The removal energy of a level is the energy needed to take the single outer electron of Sc¹⁰⁺ from that level to infinity, leaving the neon-like core behind. Here it was computed in steps. The Dirac-Hartree-Fock (DHF) value treats the core as frozen. The correlation shift, given as a second-order and as a screened value, adds the binding that arises because the core responds to the outer electron. The Breit shift (magnetic and retarded interaction between electrons) and the QED shift (radiative corrections) are smaller additions. A positive shift means stronger binding. A level is labelled by its principal quantum number $n$, orbital angular momentum $l$ and total angular momentum $j$.

Sc10+ (Z = 21), one electron outside the closed core [He] 2s2 2p6, computed with B-spline many-body code 1: no-pair Dirac-Coulomb, frozen-core Dirac-Hartree-Fock (DHF), nuclear rms radius 3.5459 fm. Brueckner orbitals give the correlation shift with either a second-order or an RPA-screened potential. Shifts add to the DHF removal energy, with only one of these two used at a time.

```
state  removal energy, DHF (eV)  second order shift (eV)  screened shift (eV)  breit shift (eV)  QED shift (eV)  mean radius (bohr)  quantum defect
3s1/2                    249.28                   0.6340               0.6274          -0.04792        -0.03105              0.9119          0.4330
4s1/2                    128.41                   0.2383               0.2322          -0.01749        -0.01146               1.754          0.4223
5s1/2                    78.334                   0.1058               0.1023               n/a             n/a               2.869          0.4186
6s1/2                    52.756                  0.05660              0.05453               n/a             n/a               4.257          0.4167
3p1/2                    225.50                   0.6881               0.6805          -0.07441        0.003346              0.9187          0.3017
4p1/2                    119.25                   0.2634               0.2563          -0.02847        0.001247               1.799          0.2881
5p1/2                    73.885                   0.1204               0.1163               n/a             n/a               2.952          0.2833
6p1/2                    50.270                  0.06560              0.06314               n/a             n/a               4.377          0.2809
3p3/2                    224.65                   0.6793               0.6718          -0.04427        0.001203              0.9226          0.2967
4p3/2                    118.93                   0.2608               0.2538          -0.01670       0.0004367               1.805          0.2831
5p3/2                    73.727                   0.1194               0.1154               n/a             n/a               2.958          0.2783
6p3/2                    50.181                  0.06511              0.06267               n/a             n/a               4.385          0.2758
3d3/2                    192.17                   0.7272               0.7263          -0.01866        0.001466              0.8776         0.07848
4d3/2                    107.16                   0.2531               0.2492         -0.007920       0.0005990               1.811         0.08495
5d3/2                    68.092                   0.1146               0.1120               n/a             n/a               3.015         0.08698
6d3/2                    47.039                  0.06241              0.06075               n/a             n/a               4.491         0.08789
3d5/2                    192.09                   0.7219               0.7212         -0.005001        0.001095              0.8783         0.07790
4d5/2                    107.12                   0.2511               0.2473         -0.002141       0.0004363               1.812         0.08427
5d5/2                    68.070                   0.1137               0.1111               n/a             n/a               3.016         0.08616
6d5/2                    47.026                  0.06189              0.06026               n/a             n/a               4.492         0.08705
4f5/2                    103.10                   0.1139               0.1162               n/a             n/a               1.626        0.006335
5f5/2                    66.007                  0.06280              0.06417               n/a             n/a               2.849        0.008320
6f5/2                    45.835                  0.03655              0.03724               n/a             n/a               4.346        0.009313
7f5/2                    33.670                  0.02307              0.02346               n/a             n/a               6.115        0.009912
4f7/2                    103.09                   0.1136               0.1159               n/a             n/a               1.627        0.006068
5f7/2                    66.000                  0.06264              0.06400               n/a             n/a               2.850        0.008052
6f7/2                    45.831                  0.03644              0.03713               n/a             n/a               4.346        0.009044
7f7/2                    33.667                  0.02300              0.02340               n/a             n/a               6.115        0.009643
5g7/2                    65.863                  0.01758              0.01787               n/a             n/a               2.498        0.001106
6g7/2                    45.739                  0.01147              0.01169               n/a             n/a               3.997        0.001357
7g7/2                    33.604                 0.007564             0.007699               n/a             n/a               5.769        0.001506
5g9/2                    65.859                  0.01756              0.01786               n/a             n/a               2.498        0.000945
6g9/2                    45.737                  0.01146              0.01167               n/a             n/a               3.998        0.001195
7g9/2                    33.603                 0.007556             0.007691               n/a             n/a               5.770        0.001345
```

Far from the ion the electron sees 21 protons screened by ten electrons, a net charge of 11. If it stayed outside the core, it would have the hydrogen-like energy $K/n^2$ with $K = 121\,\mathrm{Ry} = 1646.29$ eV. Everything else comes from how close it gets. The centrifugal barrier sets that distance: for a weakly bound electron in the field of charge 11, the classical inner turning point follows from $l(l+1)/2r^2 = 11/r$, which gives $r = l(l+1)/22$ bohr. This is 0.09 bohr for p, 0.27 for d, 0.55 for f and 0.91 for g, the limits for high $n$; the lowest d, f and g levels turn farther out. The 2p shell has a radius of roughly 0.3 bohr, from the hydrogenic $5/Z_\text{eff}$ with a screened charge near 17. So s and p electrons dive through the core and feel much of the bare nucleus, d electrons graze it, f electrons overlap its tail, and g electrons stay almost wholly outside.

The quantum defect $\delta$ measures this. It is defined by $E = K/\nu^2$ with the effective quantum number $\nu = n - \delta$, and it drops from 0.43 for 3s through 0.30 (3p) and 0.08 (3d) to 0.006 (4f) and 0.001 (5g). The defect column is only the computed energy rewritten, so recovering it tests nothing. What makes it useful is that it changes little along a series, and theory says why. Near the core the potential energy far exceeds the binding energy, so the inner part of the orbital has almost the same shape for every $n$, and only its squared amplitude changes, as $1/\nu^3$. Any short-range effect then shifts the energy by $C/\nu^3$. A small change of $\delta$ shifts $K/(n-\delta)^2$ by $2K\,d\delta/\nu^3$. The two have the same form, so a short-range effect is equivalent to a constant contribution $C/2K$ to the defect.

One care is needed before the defects are used. The Breit and QED shifts enter the printed defects of the $n = 3$ and 4 levels of s, p and d alone, and move them by up to 0.0004. To keep every member of a series at one level of theory, all estimates below are held against $E$ = DHF + screened shift, and defects are recomputed from that sum. This is why 3s appears below with 0.4334 where the table prints 0.4330.

The crudest rule takes $\delta$ from the lowest member of a series and keeps it. Over the 25 higher levels of the nine series its median error relative to $E$ is 0.32 % and its largest 0.80 %, whereas the pure hydrogenic formula fails by up to 27 % (3s). The remaining error has a fixed sign in each series: the defects fall with $n$ in all s and p series and rise in all d, f and g series. A semiclassical argument gives a reason for both signs. The defect is the extra phase, $\pi\delta = \int (p - p_H)\,dr$, where $p$ is the local radial momentum in the true potential and $p_H$ that in the field of charge 11. Inside the core $p > p_H$, and raising the energy changes the integrand by $1/p - 1/p_H$ per unit energy, which is negative, so a penetrating electron gains less extra phase at higher $n$. For an electron held off by the barrier the opposite effect can win: at higher energy the turning point moves inward and more of the orbital reaches the core. In the g series about a third of the small rise has another source, the Dirac correction given below, whose part of the defect also grows with $n$, and a similar part comes from the polarisation of the core, whose shift times $\nu^3$ grows along the series as shown below. The numbers show that for d the rise is not made by correlation, because the DHF energies alone give 0.0731 for 3d3/2 and 0.0841 for 6d3/2.

Both drifts are linear in the energy to first order, which gives the Ritz form $\delta = a + b/\nu^2$. Its two constants are fixed exactly by the two lowest members of a series, and the higher members are then predictions. The level 6s1/2 is such a prediction from 3s and 4s. For 3s, $E = 249.28 + 0.63 = 249.91$ eV gives $\nu = \sqrt{1646.29/249.91} = 2.5666$ and $\delta = 0.4334$. For 4s, $E = 128.41 + 0.23 = 128.64$ eV gives $\nu = 3.5773$ and $\delta = 0.4227$. Then

$$b = \frac{0.4334 - 0.4227}{2.5666^{-2} - 3.5773^{-2}} = \frac{0.0107}{0.0737} \approx 0.145, \qquad a = 0.4227 - \frac{0.145}{3.5773^2} = 0.4113 .$$

For 6s it is enough to put $\nu \approx 6 - 0.4227$ in the small term, so $\delta = 0.4113 + 0.145/5.5773^2 = 0.4160$ and $E = 1646.29/5.5840^2 = 52.80$ eV. The table gives $52.756 + 0.055 = 52.811$ eV. Carried through without intermediate rounding, the estimate is 52.797 eV, which is 0.014 eV low, about 0.03 % of $E$, where the constant defect gives 53.128 eV, 0.6 % high.

Over the 16 predicted levels the Ritz rule has a median error of 0.026 % and a largest of 0.055 %. In the s, p and d series the worst errors, 0.014 to 0.027 eV, are larger than rounding can explain, and their signs show the rule overshooting the drift: too low an energy for s and p, too high for d. The straight line through two points misses a curvature. In the f and g series the errors are 0.002 eV or less, comparable with what the rounding of the table allows (the 4f energies are printed to 0.01 eV, which leaves $\delta$ uncertain by 0.0001). The constants $a$ and $b$ come from a small difference and trade against each other, so $b$ is an average slope whose size depends on the pair of levels chosen while its sign does not, and $a$ is an estimate of the defect at the series limit. The same $\nu$ also yields the size of the orbit through the hydrogenic $\langle r\rangle = [3\nu^2 - l(l+1)]/22$ bohr, with a median error of 0.16 % of the tabulated mean radius and a worst of 1.9 % (3p, too small).

For a g electron no level of the series is needed as input. The electron stays outside, its field at the core is $1/r^2$, the core acquires an induced dipole $\alpha_d/r^2$, and the energy gained is $\alpha_d/2r^4$ in atomic units, where $\alpha_d$ is the dipole polarisability of the core. The estimate has three additive parts, the hydrogenic energy, the leading Dirac correction and this polarisation term:

$$E \approx \frac{K}{n^2}\left[1 + \frac{(11\alpha)^2}{n^2}\left(\frac{n}{j+\tfrac12} - \frac34\right)\right] + \tfrac12\alpha_d\langle r^{-4}\rangle,$$

$$\langle r^{-4}\rangle = \frac{11^4\,[3n^2 - l(l+1)]}{2n^5\,(l-\tfrac12)\,l\,(l+\tfrac12)(l+1)(l+\tfrac32)},$$

with $\alpha \approx 1/137$ the fine-structure constant. The same calculation gives $\alpha_d = 0.01636$ bohr³, so that $\alpha_d/2$ corresponds to 0.22255 eV bohr⁴. Because the polarisability comes from the same theory as the shifts, the comparison checks that the correlation shift has the polarisation form, not that either agrees with nature.

For 5g7/2 the hydrogenic part is $1646.29/25 = 65.8516$ eV. The bracket $n/(j+\tfrac12) - \tfrac34$ equals $\tfrac12$, and the Dirac term is $65.85 \times (11/137)^2/25 \times \tfrac12 = 0.0085$ eV. The radial average is $14641 \times 55/(2 \times 3125 \times 3.5 \times 4 \times 4.5 \times 5 \times 5.5) = 0.07437$ bohr⁻⁴, and the polarisation energy is $0.22255 \times 0.07437 = 0.0166$ eV. The sum is 65.877 eV against $65.863 + 0.018 = 65.881$ eV in the table, with nothing fitted to any level. The shortfall of 0.004 eV splits into two parts that the numbers show separately: the DHF energy lies 0.003 eV above the Dirac-hydrogenic one, and the screened shift of 0.0179 eV exceeds the dipole term by 0.001 eV. The first part is, on standard reasoning, the slight overlap with the core, through incomplete screening and exchange.

The dipole term gives 91 to 93 % of the screened shift in all six g levels. It also gives the trend with $n$: the formula makes $n^3\langle r^{-4}\rangle$ proportional to $3 - l(l+1)/n^2$, which grows from 2.20 at 5g to 2.59 at 7g, a ratio of 1.18, and the screened shift times $\nu^3$ grows from 2.23 to 2.64 eV, the same ratio. The next multipole, $\tfrac12\alpha_q\langle r^{-6}\rangle$ with the quadrupole polarisability $\alpha_q = 0.0031$ bohr⁵ of the same calculation, adds to the dipole term and carries the sum 4 to 9 % above the screened shift in the g7/2 series. Theory supplies a term of opposite sign with the same $r^{-6}$ range: the core does not follow a moving electron instantly, and this non-adiabatic lag weakens the attraction. It turns $\alpha_q$ into $\alpha_q - 6\beta$, with $\beta \approx \alpha_d/2\bar\omega$ and $\bar\omega$ a mean dipole excitation energy of the core. The two cancel fully at $\bar\omega = 3\alpha_d/\alpha_q \approx 16$ hartree, about 430 eV, which is the order of the excitation energies of a 2p electron in this ion. The lag therefore removes a large part of the quadrupole term, which should not be added without it.

One step down in $l$ the rule begins to fail, and the 4f5/2 level shows how. The dipole term gives 0.1212 eV against a screened shift of 0.1162 eV, only 4 % high, and along the f series the excess grows to 18 %. This looks better than it is. The quadrupole term for 4f5/2 is 0.0579 eV, and with it the estimate is 54 % high, rising to a factor of two at 7f5/2. The non-adiabatic lag cancels much of this term here too, so these figures overstate the excess. Yet the dipole term alone already overshoots, and any net positive $r^{-6}$ term adds to the overshoot, because the expansion is being evaluated where it begins to fail: the powers $r^{-4}$ and $r^{-6}$ assume an electron outside the core, and they diverge at small $r$ where the true interaction stays finite. The closeness of the dipole term alone is therefore best read as a balance between an overestimate at short range and omitted higher terms. For the total energy the larger failure lies elsewhere. The DHF energy of 4f5/2 exceeds the Dirac-hydrogenic value by 0.18 eV, more than the whole correlation shift, and the parameter-free estimate falls short of $E$ by that amount. In each f5/2 level this gap is larger than the screened shift. For d levels the dipole term is 2.5 to 4.5 times too large and the estimate for 3d3/2 is 8 eV low, so these levels need an empirical defect.

Fine structure marks the same boundary. The hydrogenic doublet splitting $11^4\alpha^2\,\mathrm{Ry}/[n^3 l(l+1)]$ gives 34.2 cm⁻¹ for 5g, equal to the DHF splitting of the same calculation, and 111.4 cm⁻¹ for 4f against 109.3. For 3d it gives 528 against 689 cm⁻¹, and for 3p 1584 against 6850. Spin-orbit coupling weights $r^{-3}$, so a penetrating electron acquires its splitting near the nucleus, where the charge is closer to 21 than to 11. The comparison uses DHF splittings because the correlated ones include Breit and QED for the low levels only, which makes the correction appear to change sign between 4p and 5p as an artefact.

The correlation shift of the penetrating levels can be scaled from the lowest member by the $1/\nu^3$ law, though only roughly. The product of screened shift and $\nu^3$ runs 10.61, 10.63, 9.84 and 9.49 eV from 3s to 6s, so scaling from 3s overestimates the 6s shift by 12 %. For p1/2 the product ends at 0.88 of its first value, and for d3/2 at 0.69. The s and p1/2 sequences are uneven: both drop by 7 % from $n = 4$ to 5 and by about half that or less in the other steps, a jump far larger than rounding permits. The second-order column shows the same step, so screening does not make it. Its cause was not established, and it may lie in how the correlation potential was evaluated for the higher levels. These errors matter little for the total energy. Converting with $C/2K$, correlation contributes $10.61/(2 \times 1646.29) = 0.0032$ to the 3s defect, under 1 % of it, against 7 % for 3d3/2, 36 % for 4f5/2 and 61 % for 5g7/2. The choice between the second-order and the screened value changes the shift by less than 4 % in every row.

The target of these estimates is itself a calculation, and one outside value bears on it. The semi-empirical ionisation energy quoted with the run is 249.798 eV. The DHF value for 3s is 0.52 eV below it, DHF plus the screened shift is 0.11 eV above, and adding Breit and QED leaves 0.03 eV above. That remainder is as large as the QED shift and several times the difference between the second-order and screened values, so it confirms neither. Nuclear recoil, left out throughout, is of the order of the electron-to-nucleus mass ratio, $10^{-5}$ of the energy, and too small to close it. The 0.11 eV is 0.04 % of the 3s energy, the same relative size as the errors of the Ritz rule, so close agreement of an estimate with $E$ should not be read as equally close agreement with nature.

For a neighbouring level the turning point decides the method. An h electron turns at $30/22 \approx 1.4$ bohr, so by the same argument its overlap and quadrupole terms shrink faster than the dipole term and the parameter-free formula should do better than for g. A 7s or 7p level calls for a defect slightly below that of $n = 6$, and a 7d level for one slightly above. The numbers belong to a compact 2p⁶ core under a high net charge. A core with a soft outer s² shell, or a singly charged ion in which the d orbital collapses inward, moves the boundary between penetrating and non-penetrating levels, and the percentages found here do not carry over.
